\section*{Worked problem: low-temperature photoconductivity of a-Si:H by energy-loss hopping}

\subsection*{Statement}

An intrinsic a-Si:H film at $T\le 40$ K is illuminated uniformly. Electron--hole pairs are generated at the rate $G$ per unit volume, and all of them are assumed to escape geminate recombination. Electrons are captured into random states of the conduction-band tail,
\begin{equation}
g(\varepsilon)=\frac{N_0}{E_0}\,e^{-\varepsilon/E_0},\qquad
N(\varepsilon)=\int_\varepsilon^\infty g\,d\varepsilon' = N_0\,e^{-\varepsilon/E_0},
\label{dos}
\end{equation}
where $\varepsilon\ge 0$ is the depth below the mobility edge and $N(\varepsilon)$ is the density of states deeper than $\varepsilon$. Sites are placed at random. A hop of length $r$ down in energy has the Miller--Abrahams rate $\nu_0e^{-2r/a}$, independent of the energy lost. A hop up by $\Delta$ carries the extra factor $e^{-\Delta/k_BT}$. An electron and a hole at distance $R$ recombine by radiative tunnelling at the rate $\tau_0^{-1}e^{-2R/a}$. Here $a$ is the decay length of the electron wave function, $\psi\propto e^{-r/a}$.

Data, all typical or assumed inputs:
\begin{equation*}
\begin{aligned}
&E_0=25\ \text{meV},\quad a=1.0\ \text{nm},\quad N_0=10^{20}\ \text{cm}^{-3},\quad \nu_0=10^{12}\ \text{s}^{-1},\\
&\tau_0=10^{-8}\ \text{s},\quad G=10^{20}\ \text{cm}^{-3}\text{s}^{-1},\quad F=10^{3}\ \text{V/cm}.
\end{aligned}
\end{equation*}
For the size of neglected terms only: valence-tail width $E_{0v}\approx 50$ meV (typical), and $\kappa=11.7$, the static dielectric constant of crystalline Si at 300 K (compiled value, Ioffe Institute), used as a stand-in for that of the amorphous film.

\begin{enumerate}
\item[(a)] Find the mean shift along the force in one downward hop of length $r$.
\item[(b)] Find the steady-state density $n=p$, the lifetime and the recombination distance.
\item[(c)] Find $\sigma/(eG)$, $\sigma$ and $j$ for electrons.
\item[(d)] Find how $\sigma$ depends on $G$, $\tau_0$, $a$ and $E_0$.
\item[(e)] Check the conditions on field and temperature.
\item[(f)] Give the size of what the estimate leaves out.
\end{enumerate}

\subsection*{Solution}

\paragraph{(a) Shift per hop.}
Conventions: $e>0$, $F=|\mathbf F|$, and $x$ is measured along the force on the electron, that is along $-\mathbf F$. The band edge and the whole tail at displacement $x$ lie lower by $eFx$. A site there lies below an electron of depth $\varepsilon$ if its own local depth exceeds $\varepsilon-eFx$. The density of allowed targets is
\begin{equation}
N(\varepsilon-eFx)=N(\varepsilon)\,e^{eFx/E_0}.
\end{equation}
The downward rate depends on distance alone, so the choice among the allowed sites prefers no direction. At given $r$ the angular weight is therefore $e^{u\cos\theta}$ with $u=eFr/E_0$, and
\begin{equation}
\langle x\rangle_r=r\,\frac{\int_{-1}^{1}t\,e^{ut}dt}{\int_{-1}^{1}e^{ut}dt}
= r\left(\coth u-\frac1u\right)\simeq \frac{eFr^2}{3E_0}\qquad(u\ll1).
\label{shift}
\end{equation}
The distribution of $r$ itself changes only at order $F^2$, since the term linear in $x$ integrates to zero over any spherical shell. The energy scale in \eqref{shift} is $E_0$, and $k_BT$ does not appear. The exponential form is what makes $E_0=-(d\ln N/d\varepsilon)^{-1}$ the same at every depth.

After the hop the new depth exceeds the threshold by an exponentially distributed amount of mean $E_0$. Hence $N$ falls by a factor uniform on $(0,1)$, and hops lengthen geometrically as $N^{-1/3}$. The total shift is governed by the last hops.

\paragraph{(b) Steady state.}
Since $\nu_0\tau_0=10^{4}\gg1$, a hop is much faster than recombination over the same distance. Electrons descend until the deeper states are largely filled by other electrons, $N(\varepsilon)\sim n$, and wait there for a hole. For random points of density $n$ the mean nearest-neighbour distance is
\begin{equation}
\Gamma(4/3)\left(\frac{4\pi n}{3}\right)^{-1/3}=0.554\,n^{-1/3}.
\end{equation}
This length sets both the last hop of the descent and the distance to the nearest hole. Take $R=\tfrac12 n^{-1/3}$ for both. Close pairs recombine quickly and are depleted in the steady state, so the rate is evaluated at this typical $R$ rather than averaged over a random distribution:
\begin{equation}
G=\frac{n}{\tau_0}\,e^{-2R/a}=\frac{n}{\tau_0}\exp\!\left(-\frac{n^{-1/3}}{a}\right).
\label{balance}
\end{equation}
Define $L=2R/a=n^{-1/3}/a$. Then $n=(aL)^{-3}$, $R=aL/2$, and \eqref{balance} becomes
\begin{equation}
L=\ln\frac{1}{G\tau_0(aL)^3}=\Lambda-3\ln L,\qquad \Lambda=\ln\frac{1}{G\tau_0a^3}.
\label{L}
\end{equation}
The closed form is $L=3W\!\left(\tfrac13(G\tau_0a^3)^{-1/3}\right)$ with the Lambert function $W$.

With $1\ \text{cm}^{-3}=10^{-21}\ \text{nm}^{-3}$, $G=0.1\ \text{nm}^{-3}\text{s}^{-1}$, so
\begin{equation}
G\tau_0a^3=(0.1\ \text{nm}^{-3}\text{s}^{-1})(10^{-8}\ \text{s})(1\ \text{nm}^3)=10^{-9},\qquad \Lambda=20.72 .
\end{equation}
Iteration of \eqref{L} from $L=\Lambda$ gives $11.63,\ 13.36,\ 12.95,\ 13.04$, which converges to $L=13.02$ and $L^2=169.6$. The extra digits serve the arithmetic only. Then
\begin{align}
n&=(13.02\ \text{nm})^{-3}=4.5\times10^{17}\ \text{cm}^{-3},\\
\tau&=n/G=\tau_0e^{L}=4.5\times10^{-3}\ \text{s},\\
R&=aL/2=6.5\ \text{nm}.
\end{align}
The descent ends near $\varepsilon_n=E_0\ln(N_0/n)=5.4\,E_0=135$ meV, after about five hops. At the end $2R/a=13\gg1$, so hopping to the nearest allowed site is a sound picture for the hops that matter.

\paragraph{(c) Photoconductivity.}
Each electron of charge $-e$ is displaced by a total $\langle X\rangle$ along $-\mathbf F$ during its life, and $G$ electrons are supplied per volume and time, so $j=eG\langle X\rangle$ along $\mathbf F$. The final tunnelling jump to an uncorrelated hole has no preferred direction. Keep one hop of length $R$:
\begin{equation}
\langle X\rangle\simeq\frac{eFR^2}{3E_0}=\frac{eFa^2L^2}{12E_0},
\qquad
\boxed{\ \frac{\sigma}{eG}\simeq\frac{e\,a^2L^2}{12\,E_0}\ }
\label{main}
\end{equation}
This is the estimate of Shklovskii, Fritzsche and Baranovskii (1989). The left side is a mobility--lifetime product, with unit length$^2$/voltage. With $E_0/e=0.025$ V and $F=10^{-4}$ V/nm:
\begin{align}
\langle X\rangle&=\frac{(10^{-4}\ \text{V/nm})(42.4\ \text{nm}^2)}{3\,(0.025\ \text{V})}=0.057\ \text{nm},\\
\frac{\sigma}{eG}&=\frac{(1.0\ \text{nm})^2(169.6)}{12\,(0.025\ \text{V})}=565\ \text{nm}^2/\text{V}=5.7\times10^{-12}\ \text{cm}^2/\text{V},\\
\sigma&=(1.602\times10^{-19}\ \text{C})(10^{20}\ \text{cm}^{-3}\text{s}^{-1})(565\times10^{-14}\ \text{cm}^2/\text{V})\nonumber\\
&=9.1\times10^{-11}\ \text{S/cm},\\
j&=\sigma F=9.1\times10^{-8}\ \text{A/cm}^2 .
\end{align}
The net drift in a whole lifetime is a fraction of an \aa ngstr\"om. Dividing by $\tau$ gives a formal mobility $\sigma/(en)=1.2\times10^{-9}\ \text{cm}^2/\text{V\,s}$. It is no property of the film, because the displacement is collected in the descent and $\tau$ is spent mostly in waiting.

\paragraph{(d) Dependence on the inputs.}
Differentiating \eqref{L} at fixed $a,\tau_0$ gives $(1+3/L)\,dL=-d\ln G$, so $d\ln L/d\ln G=-1/(L+3)$ and
\begin{equation}
\gamma\equiv\frac{d\ln\sigma}{d\ln G}=1-\frac{2}{L+3}.
\end{equation}
\begin{center}
\begin{tabular}{ccccccc}
$G$ (cm$^{-3}$s$^{-1}$) & $L$ & $R$ (nm) & $n$ (cm$^{-3}$) & $\tau$ (s) & $\sigma/eG$ (cm$^2$/V) & $\gamma$\\ \hline
$10^{18}$ & 16.9 & 8.4 & $2.1\times10^{17}$ & $0.21$ & $9.5\times10^{-12}$ & 0.90\\
$10^{20}$ & 13.0 & 6.5 & $4.5\times10^{17}$ & $4.5\times10^{-3}$ & $5.7\times10^{-12}$ & 0.88\\
$10^{22}$ & 9.4 & 4.7 & $1.2\times10^{18}$ & $1.2\times10^{-4}$ & $2.9\times10^{-12}$ & 0.84\\
\end{tabular}
\end{center}
Four decades of $G$ change $\sigma/eG$ by a factor 3.2. The time $\tau_0$ enters only through $G\tau_0$ in the logarithm: a tenfold $\tau_0$ gives $L=11.2$ and multiplies $\sigma/eG$ by 0.74. Neither $N_0$ nor $\nu_0$ appears in \eqref{main}. The remaining two parameters enter as powers:
\begin{equation}
\frac{d\ln\sigma}{d\ln E_0}=-1,\qquad
\frac{d\ln\sigma}{d\ln a}=2-\frac{6}{L+3}=\frac{2L}{L+3}=1.63 .
\end{equation}
The result is thus insensitive to the material only as far as $a^2/E_0$ is of similar order in different amorphous semiconductors.

\paragraph{(e) Conditions.}
\emph{Field.} $u=eFR/E_0=0.026$, so corrections of relative order $u^2$ are about $7\times10^{-4}$. Ohmic behaviour ends near $u=1$, at $F=E_0/(eR)=3.8\times10^{4}$ V/cm.

\emph{Temperature.} Consider an upward hop from depth $\varepsilon$ to the region of depth $\varepsilon'<\varepsilon$, over the distance $r(\varepsilon')\propto N(\varepsilon')^{-1/3}\propto e^{\varepsilon'/3E_0}$. The exponent of the rate is
\begin{equation}
\phi(\varepsilon')=-\frac{2r(\varepsilon')}{a}-\frac{\varepsilon-\varepsilon'}{k_BT},
\qquad
\frac{d\phi}{d\varepsilon'}=-\frac{2r}{3aE_0}+\frac{1}{k_BT}.
\end{equation}
$\phi$ is concave, with its maximum at the transport level where
\begin{equation}
r_t=\frac{3aE_0}{2k_BT}.
\end{equation}
While $r(\varepsilon)<r_t$ the electron is above this level, $\phi$ increases all the way to $\varepsilon'=\varepsilon$, and going up brings no gain over going down. Energy-loss hopping holds as long as every relevant hop is shorter than $r_t$. At 40 K, $k_BT=3.45$ meV and $r_t=10.9$ nm. Two lengths can be compared with it. The condition $R<r_t$ reads
\begin{equation}
k_BT<\frac{3E_0}{L}=5.8\ \text{meV},\qquad T<67\ \text{K}.
\end{equation}
The longest hop possible within the lifetime follows from $\nu_0\tau e^{-2r_{\max}/a}=1$:
\begin{equation}
r_{\max}=\frac a2\left[L+\ln(\nu_0\tau_0)\right]=\frac{1.0\ \text{nm}}{2}\,(13.02+9.21)=11.1\ \text{nm}.
\label{rmax}
\end{equation}
The stricter condition $r_{\max}<r_t$ gives $k_BT<3E_0/[L+\ln(\nu_0\tau_0)]=3.4$ meV, or $T<39$ K. In the model $\sigma$ is independent of $T$ up to about 40 K, and thermal effects set in between roughly 40 and 70 K. Both bounds move down at weaker light, where $L$ is larger.

\paragraph{(f) What the estimate leaves out.}

\emph{Earlier hops.} The full shift is $(eF/3E_0)\langle\sum_k r_k^2\rangle$. Treat hops as independent, each to the nearest allowed site, with $p(r|N)=4\pi Nr^2e^{-4\pi Nr^3/3}$. The visited depths form a Poisson sequence with one point per $E_0$, that is with measure $dN/N$. Counting all hops shorter than $R$, for $N_0\to\infty$,
\begin{equation}
\int_0^\infty\frac{dN}{N}\int_0^R r^2p(r|N)\,dr=\int_0^R 3r\,dr=\tfrac32R^2 .
\end{equation}
This overcounts if the descent stops at the first required hop longer than $R$. Let $y=4\pi NR^3/3$, and let $S(y)R^2$ be the expected sum from a site with that $N$. One hop contributes $s(y)=y^{-2/3}\gamma(\tfrac53,y)$, with the lower incomplete gamma function. The descent continues with probability $1-e^{-y}$ to a value uniform on $(0,y)$. With $Q(y)=\int_0^yS\,dy'$,
\begin{equation}
Q'=s+\frac{1-e^{-y}}{y}\,Q
\;\Rightarrow\;
\frac{Q(y)}{y}=e^{E_1(y)}\int_0^{y}w^{-5/3}\gamma(\tfrac53,w)\,e^{-E_1(w)}dw,
\end{equation}
where $E_1$ is the exponential integral and $d[\ln y+E_1(y)]/dy=(1-e^{-y})/y$. Capture into a random tail state makes $Q(y_0)/y_0$ the wanted sum, with $y_0=4\pi N_0R^3/3=116$. The integral to infinity is 1.23. The missing part beyond $y_0$ is $\tfrac32\Gamma(\tfrac53)y_0^{-2/3}=0.06$. So $\langle\sum r_k^2\rangle\approx1.2R^2$, and the one-hop form is low by about 20 per cent for a given cut-off.

\emph{Recombination distance.} With $R=c\,n^{-1/3}$ and $L=2R/a$, $\Lambda$ gains $3\ln 2c$ while \eqref{main} keeps its form. Doubling $c$ from $\tfrac12$ to 1 gives $L=14.7$ and a factor 1.28.

\emph{Cut-off of the descent.} This is the weakest step. States vacated by recombination can be refilled by hops as long as $r_{\max}$ of \eqref{rmax}. Putting $r_{\max}$ for $R$ multiplies the result by $(r_{\max}/R)^2=2.9$. This only marks the scale of the uncertainty, since \eqref{shift} assumes empty target states distributed as in \eqref{dos}.

\emph{Holes.} They shift along $+\mathbf F$ with charge $+e$, so their current adds. With the same cut-off $R$ it is $E_0/E_{0v}=0.5$ of the electron term, and the sum is $8.5\times10^{-12}$ cm$^2$/V.

\emph{Coulomb interaction.} At the distance $R$,
\begin{equation}
\frac{e^2}{4\pi\epsilon_0\kappa R}=\frac{1.44\ \text{eV\,nm}}{11.7\times 6.5\ \text{nm}}=19\ \text{meV}=0.76\,E_0 .
\end{equation}
The random internal fields average to zero current, but they are not small on the scale $u=1$. They steer the last hops towards holes and alter the prefactor by a factor of order one.

\emph{Geminate pairs.} An electron that returns to its own hole transfers no net charge. If only a fraction $\eta$ of the pairs escapes, $\eta G$ replaces $G$ in \eqref{balance} and in the current, so $\sigma/eG$ per absorbed photon falls nearly as $\eta$.

\paragraph{Result.}
The prefactor $1/12$ is reliable to a factor of two to three, so one figure is justified. For the assumed inputs the model gives
\begin{equation}
\frac{\sigma}{eG}\approx 6\times10^{-12}\ \text{cm}^2/\text{V},\qquad \sigma\approx 9\times10^{-11}\ \text{S/cm},\qquad \sigma\propto G^{0.9},
\end{equation}
independent of $T$ below about 40 K. These are the model's numbers. As typical knowledge, the low-temperature plateau of $\sigma/eG$ in a-Si:H lies near $10^{-11}$ cm$^2$/V, so the one-hop electron estimate falls short by roughly a factor of two. The earlier hops, the holes and a longer cut-off would raise it, and geminate loss would lower it.